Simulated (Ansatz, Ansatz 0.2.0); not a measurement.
# Lattice constant of NiSi₂ from plane-wave DFT: finding the cheapest adequate level

## Experimental context

NiSi₂ crystallises in the cubic fluorite structure, space group Fm-3m, with three atoms in the primitive cell. The measured quantity is the cubic lattice parameter, a = 5.406 Å, obtained by diffraction. We take it from "Metallic Nickel Silicides: Experiments and Theory for NiSi and First Principles Calculations for Other Phases" (2016, arXiv:1602.05840), where it is a literature value used as input to calculations and not a new measurement of that work. Nickel and silicon both sit on sites fixed by symmetry, so this one length describes the whole structure.

| compared with | measured | in the source | method |
| --- | --- | --- | --- |
| lattice constant a of the conventional cell (Å) | 5.406 | cubic lattice parameter | diffraction, literature |

## Aim and plan

We want the cheapest level of theory that gives the lattice constant of NiSi₂ within 1 % of experiment, that is, within about 0.05 Å. This is tight enough to expose the usual overbinding or underbinding of a poorly suited functional. It also leaves room for thermal expansion and zero-point motion, which the static calculations omit and which typically lengthen a lattice constant by a few tenths of a per cent.

The model is the perfect crystal, relaxed in cell volume with its space group kept. We start with the local density approximation on a coarse k mesh, then refine the mesh or change the functional as the results require. The level that meets the target is to be checked for numerical convergence before we rely on it.

System: NiSi2, cubic; Fm-3m (No. 225), 3 atoms in the primitive cell; the database structure is a diffraction structure: a = 5.406 Å.

## 1. LDA on a coarse mesh

LDA is the simplest functional available, and a 6×6×6 mesh is the lightest sampling we consider for this metal. We expect a lattice constant that is too short, probably by one to two per cent, since LDA usually overbinds. The run will show whether the miss is small enough for the sampling to matter to the verdict.

**Run 1.** Ansatz 0.2.0: LDA, cell and atoms relaxed from the database structure, cutoff 420 eV (the files' default, not typed), 6x6x6 k mesh, Gaussian smearing 0.1 eV.

Key lines of the input:
```
crystal:
  # lattice and atoms
kpoints:
  mp_grid: { grid: [6, 6, 6] }
hamiltonian:
  xc: lda
scf:
  occupations: { method: gaussian, width: 0.1 }
output:
  stress: true
relax:
  adjacent_minimum: "off"
  max_steps: 60
  cell: { stress_tol: 0.03 }
```

Command:
```
ansatz run input.yaml --threads 4 --pin off --max-ram 8192MiB --backend cpu --events-out ev --progress --plain --runs-dir out
```

Selected lines of the output:
```
Basis set: ecut = 420 eV, 749 PW (Γ) [...]
k-points: 16 of 216
--- Relaxed structure (4 steps of the walk, 4 accepted, 1 SCFs on fresh bases) ---
  cell:  # Å, volume = 38.4384 Å³
```

Converged; 1.9 s on 4 cores of Arm Neoverse V2, shared host.

| quantity | run 1 | measured | deviation |
| --- | --- | --- | --- |
| lattice constant a of the conventional cell (Å) | 5.357 | 5.406 | −0.049 (−0.9 %) |
| volume of the conventional cell (Å³) | 153.75 |  |  |

The coarse LDA run gives a = 5.357 Å, 0.9 % below experiment. The sign is the one we anticipated, and the size falls just under the lower end of our estimate. The target is met, but only about 0.005 Å separates this result from the limit, so a small sampling error could reverse the verdict.

## 2. Converging the k mesh

NiSi₂ is a metal, and 6×6×6 points with a smearing of 0.1 eV may not sample its Fermi surface well enough for a margin this thin. We repeat the LDA relaxation on 12×12×12 and 16×16×16 meshes with everything else unchanged. We expect shifts of a few thousandths of an ångström at most between the coarse mesh and the denser ones, and almost none between the two dense meshes. The runs are so short that the denser sampling costs little.

**Run 2.** Ansatz 0.2.0: LDA, cell and atoms relaxed from the database structure, cutoff 420 eV (the files' default, not typed), 12x12x12 k mesh, Gaussian smearing 0.1 eV.

Key lines of the input, as changed from run 1:
```diff
  kpoints:
-   mp_grid: { grid: [6, 6, 6] }
+   mp_grid: { grid: [12, 12, 12] }
```

Selected lines of the output:
```
Basis set: ecut = 420 eV, 725 PW (Γ) [...]
k-points: 72 of 1728
  cell:  # Å, volume = 38.2491 Å³
```

Converged; wall time 4.9 s.

**Run 3.** Ansatz 0.2.0: LDA, cell and atoms relaxed from the database structure, cutoff 420 eV (the files' default, not typed), 16x16x16 k mesh, Gaussian smearing 0.1 eV.

Key lines of the input, as changed from run 1:
```diff
  kpoints:
-   mp_grid: { grid: [6, 6, 6] }
+   mp_grid: { grid: [16, 16, 16] }
```

Selected lines of the output:
```
Basis set: ecut = 420 eV, 725 PW (Γ) [...]
k-points: 145 of 4096
  cell:  # Å, volume = 38.2848 Å³
```

Converged; 14 s on 4 cores of Arm Neoverse N1, shared host.

| quantity | run 2 | run 3 | measured |
| --- | --- | --- | --- |
| lattice constant a of the conventional cell (Å) | 5.348 | 5.350 | 5.406 |
| volume of the conventional cell (Å³) | 153.00 | 153.14 |  |

The denser meshes shorten the lattice constant to 5.348 and 5.350 Å, which are 0.058 and 0.056 Å below experiment. Both lie just outside the 1 % limit, so the coarse mesh had met the target only through its sampling error. That error, 0.007 Å against the densest mesh, is larger than the few thousandths we had allowed for. The two dense meshes still differ by 0.002 Å, about as much as the densest result misses the limit by.

## 3. Does the cutoff decide the LDA verdict?

With LDA so close to the limit, the plane-wave cutoff could still tip the balance. We raise it from 420 to 590 eV on the 12×12×12 mesh, which is close enough to the densest one for this comparison and cheaper. We expect a change of a few thousandths of an ångström at most, though even that could carry LDA across the line. The test costs little and should come before a change of functional.

**Run 4.** Ansatz 0.2.0: LDA, cell and atoms relaxed from the database structure, cutoff 590 eV, 12x12x12 k mesh, Gaussian smearing 0.1 eV.

Key lines of the input, as changed from run 2:
```diff
+ basis:
+   ecutwfc: 590.0
```

Selected lines of the output:
```
Basis set: ecut = 590 eV, 1243 PW (Γ) [...]
  cell:  # Å, volume = 38.2428 Å³
```

Converged; wall time 12 s.

| quantity | run 4 | measured | deviation |
| --- | --- | --- | --- |
| lattice constant a of the conventional cell (Å) | 5.348 | 5.406 | −0.058 (−1.1 %) |
| volume of the conventional cell (Å³) | 152.97 |  |  |

Raising the cutoff to 590 eV shortens the lattice constant by only 0.0003 Å, far less than LDA would need to gain. The basis is therefore not the cause of the miss. On this mesh LDA remains 1.1 % too short, narrowly outside the target. The usual overbinding of LDA is the likely main reason, though the thermal and zero-point expansion missing from a static calculation must account for part of the gap.

## 4. Adding density gradients

The next step up is a gradient-corrected functional, which should cost little more than LDA in a cell this small. We run PBE, the general-purpose choice, and PBEsol, which was designed for the equilibrium lattices of solids, both at 420 eV on the 12×12×12 mesh. Gradient corrections usually lengthen LDA lattice constants. We expect PBEsol to land a little below experiment and PBE to be the longer of the two, close to experiment or slightly above it.

**Run 5.** Ansatz 0.2.0: PBEsol, cell and atoms relaxed from the database structure, cutoff 420 eV (the files' default, not typed), 12x12x12 k mesh, Gaussian smearing 0.1 eV.

Key lines of the input, as changed from run 2:
```diff
  hamiltonian:
-   xc: lda
+   xc: pbesol
```

Selected lines of the output:
```
relax step   1: F+E_penalty+E_count = -7049.31437506 eV  [...]  P = -1.557 GPa  Ω = 39.497 Å³  (6 SCF iters, dr2 threshold 1.00e-7 eV, accepted)
  cell:  # Å, volume = 39.1019 Å³
```

Converged; 4 s on 4 cores of Arm Neoverse V2, shared host.

**Run 6.** Ansatz 0.2.0: PBE, cell and atoms relaxed from the database structure, cutoff 420 eV (the files' default, not typed), 12x12x12 k mesh, Gaussian smearing 0.1 eV.

Key lines of the input, as changed from run 2:
```diff
  hamiltonian:
-   xc: lda
+   xc: pbe
```

Selected lines of the output:
```
relax step   1: F+E_penalty+E_count = -7112.39477164 eV  [...]  P = +3.154 GPa  Ω = 39.497 Å³  (7 SCF iters, dr2 threshold 1.00e-7 eV, accepted)
  cell:  # Å, volume = 40.3319 Å³
```

Converged; wall time 4.9 s.

| quantity | run 5 | run 6 | measured |
| --- | --- | --- | --- |
| lattice constant a of the conventional cell (Å) | 5.388 | 5.444 | 5.406 |
| volume of the conventional cell (Å³) | 156.41 | 161.33 |  |

Both gradient-corrected functionals meet the target. PBEsol gives 5.388 Å, 0.018 Å below experiment, and PBE gives 5.444 Å, 0.038 Å above it. The pressures at the measured cell show the same ordering: PBEsol pulls the crystal inwards slightly, while PBE pushes it outwards. Each run takes only seconds, as LDA did on this mesh, so cost gives no reason to prefer PBE over the closer PBEsol.

We did not repeat the k-mesh and cutoff tests with PBEsol. Its result lies about 0.036 Å inside the limit, several times the largest sampling shift found with LDA, which makes a reversal from that source unlikely though not excluded by a direct test.

## 5. Sensitivity to a dispersion correction

A physical omission can still be tested at the PBEsol level, namely long-range dispersion. We add the D3(BJ) correction to PBEsol, and to PBE for comparison, at almost no extra cost. The added attraction should shorten both lattice constants, by some tenths of a per cent. That would take PBEsol further from experiment and bring PBE closer, so the test shows how far the choice between them depends on leaving dispersion out.

**Run 7.** Ansatz 0.2.0: PBEsol+D3(BJ), cell and atoms relaxed from the database structure, cutoff 420 eV (the files' default, not typed), 12x12x12 k mesh, Gaussian smearing 0.1 eV.

Key lines of the input, as changed from run 5:
```diff
  hamiltonian:
+   dispersion: d3bj
```

Selected lines of the output:
```
relax step   1: F+E_penalty+E_count = -7050.47990012 eV  [...]  P = -6.204 GPa  Ω = 39.497 Å³  (6 SCF iters, dr2 threshold 1.00e-7 eV, accepted)
  cell:  # Å, volume = 37.9677 Å³
```

Converged; 8.4 s on 4 cores of Arm Neoverse N1, shared host.

**Run 8.** Ansatz 0.2.0: PBE+D3(BJ), cell and atoms relaxed from the database structure, cutoff 420 eV (the files' default, not typed), 12x12x12 k mesh, Gaussian smearing 0.1 eV.

Key lines of the input, as changed from run 6:
```diff
  hamiltonian:
+   dispersion: d3bj
```

Selected lines of the output:
```
  cell:  # Å, volume = 38.8917 Å³
```

Converged; wall time 7.8 s.

| quantity | run 7 | run 8 | measured |
| --- | --- | --- | --- |
| lattice constant a of the conventional cell (Å) | 5.335 | 5.378 | 5.406 |
| volume of the conventional cell (Å³) | 151.87 | 155.57 |  |

The dispersion correction shortens the lattice constant by 0.053 Å with PBEsol and by 0.066 Å with PBE, about 1 % in each case and more than the few tenths we had expected. PBEsol+D3(BJ) falls to 5.335 Å, 1.3 % below experiment and outside the target, shorter even than LDA. PBE+D3(BJ) gives 5.378 Å, 0.028 Å too short, where plain PBE was 0.038 Å too long.

The success of PBEsol therefore holds for the functional without this correction. In a metal there is a physical argument for leaving it out: D3 sums pairwise attractions between atoms and does not describe their screening by the conduction electrons, so it can bind too strongly. These runs do not separate that effect from an overlap between the correction and the binding PBEsol already supplies. The small improvement for PBE does not settle the matter either, since the correction turns an overestimate into an underestimate of similar size.

Plain PBEsol meets the target at a cost of seconds, and a dearer functional is not needed for this purpose. We end the series here.

## Overview

| run | settings | lattice constant a of the conventional cell (Å) | deviation | cost |
| --- | --- | --- | --- | --- |
| 1 | LDA, 6x6x6 mesh | 5.357 | −0.049 (−0.9 %) | under 1 core-min |
| 2 | LDA, cutoff 420 eV (the files' default, not typed), 12x12x12 k mesh | 5.348 | −0.058 (−1.1 %) | under 1 core-min |
| 3 | LDA, 16x16x16 mesh | 5.350 | −0.056 (−1.0 %) | under 1 core-min |
| 4 | LDA, cutoff 590 eV | 5.348 | −0.058 (−1.1 %) | under 1 core-min |
| 5 | PBEsol, cutoff 420 eV (the files' default, not typed), 12x12x12 k mesh | 5.388 | −0.018 (−0.3 %) | under 1 core-min |
| 6 | PBE, cutoff 420 eV (the files' default, not typed), 12x12x12 k mesh | 5.444 | +0.038 (+0.7 %) | under 1 core-min |
| 7 | PBEsol+D3(BJ), cutoff 420 eV (the files' default, not typed), 12x12x12 k mesh | 5.335 | −0.071 (−1.3 %) | under 1 core-min |
| 8 | PBE+D3(BJ), cutoff 420 eV (the files' default, not typed), 12x12x12 k mesh | 5.378 | −0.028 (−0.5 %) | under 1 core-min |
|  | measured | 5.406 |  |  |

## Assessment

PBEsol without a dispersion correction meets the 1 % target. It gives a = 5.388 Å against the measured 5.406 Å, 0.3 % too short, for less than one core-minute. Plain PBE also meets the target at a similar cost, but with a larger error of 0.7 % in the other direction.

LDA costs about as little but falls just outside the limit once the k mesh is dense. Refining that mesh was the decisive numerical step, because the coarse run had passed only through its sampling error. Raising the cutoff changed almost nothing, but it ruled out the basis as the cause of the LDA miss.

The plan called for a convergence check of the level finally chosen, and for PBEsol we did not make one. The shifts seen with LDA are several times smaller than the PBEsol margin of 0.036 Å, so a reversal is unlikely, but this remains an inference from another functional.

The calculations describe a static lattice at 0 K. Thermal expansion and zero-point motion would lengthen it by roughly a few tenths of a per cent, which has the sign and size of the remaining PBEsol error and could account for most of it. The same allowance would take PBE further above experiment and could bring LDA inside the limit, so the rejection of LDA holds only for the direct comparison we set out to make.

Adding D3(BJ) spoils the PBEsol result and leaves PBE 0.5 % too short. In PBE+D3(BJ) the correction offsets the overlong PBE lattice, and one lattice constant cannot tell whether that reflects real dispersion or a cancellation of errors. Nor can it show that PBEsol describes the bonding in NiSi₂ correctly in other respects. What we can recommend is plain PBEsol for this lattice constant at this tolerance.

[Logs are printed without paths, hosts, clocks, repeated set-up lines and the standing remarks that a program may print on its own settings, such as how far it seeks lower states.]

[The runs shown are a pick from a larger set of finished runs; failed, doubtful and other runs were left out of it ahead of writing. So were measured values far from every level or from commonly accepted values, and agreement can look better than it is. Lines of input and output are excerpts and may be shortened.]
